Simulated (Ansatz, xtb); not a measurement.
**Ligand exchange: H3NO + SiH3(SnH3) → SiH3(OH) + SnH3(NH2)**

Species: H3NO (hydroxylamine) `NO`, singlet; SiH3(SnH3), singlet; SiH3(OH) (silanol), singlet; SnH3(NH2), singlet. The partners trade NH2 for SiH3: O–NH2 and Sn–SiH3 bonds give way to O–SiH3 and Sn–NH2.

Shapes, held fixed at every level: PBE0-D4/def2-TZVP. Flexible molecules stand in one conformer, not always the lowest. Programs: Ansatz 0.2.0, xtb 6.7.1, xtb 6.7.1 later snapshot. The zero-point and thermal change to 298 K, harmonic and unscaled (PBE0-D4/def2-TZVP), is -4.5 kJ/mol.

Question: Estimate ΔH(298 K) of this reaction.

Answer: The highest level, CCSD(T)/def2-TZVPP, gives ΔH(298 K) = -283.2 kJ/mol; the levels span -338.4 to -272.2. The column of differences is taken from that level and isn't an error. No measured value is set beside it here. For atoms past krypton def2 sets carry core potentials with scalar relativity. Outer-core shells of Sn are correlated in most correlated rows, in sets that cover them unevenly.

```tsv
level	kind	ΔH(298 K) (kJ/mol)	less CCSD(T)/def2-TZVPP
GFN1-xTB	semi-empirical	-338.4	-55.2
HF/def2-TZVPP	Hartree–Fock	-302.5	-19.3
r2SCAN-D4/def2-TZVPP	meta-GGA	-274.2	+9.0
BHLYP-D4/def2-TZVPP	global hybrid	-285.7	-2.5
wB97X-V/def2-TZVPP	range-separated hybrid	-272.2	+11.0
MP2/def2-TZVPP	perturbation theory	-303.0	-19.8
CCSD/def2-TZVPP	coupled cluster or CI	-285.6	-2.4
CCSD(T)/def2-TZVPP	coupled cluster or CI	-283.2	0.0
```

Every level makes the exchange strongly exothermic, and the small thermal term of -4.5 kJ/mol shows that the driving force is electronic. The reactants hold two weak links: an N–O bond strained by repulsion between adjacent lone pairs, and a nearly nonpolar Si–Sn bond between large, diffuse orbitals. The products replace them with Si–O and Sn–N bonds, strengthened by the large electronegativity differences.

Correlation makes the reaction less exothermic overall, probably because Hartree–Fock underbinds the electron-rich N–O bond in particular. MP2 lands almost on the Hartree–Fock value, but this reflects cancelling correlation contributions rather than convergence. Coupled-cluster singles and doubles remove most of the excess, and the triples add only a small further shift, which suggests that strong multireference character isn't driving the result. The sign and rough size of the enthalpy are therefore well supported, but a preference of silicon over tin for oxygen isn't, since the opposite pairing, SnH3(OH) with SiH3(NH2), was not computed.
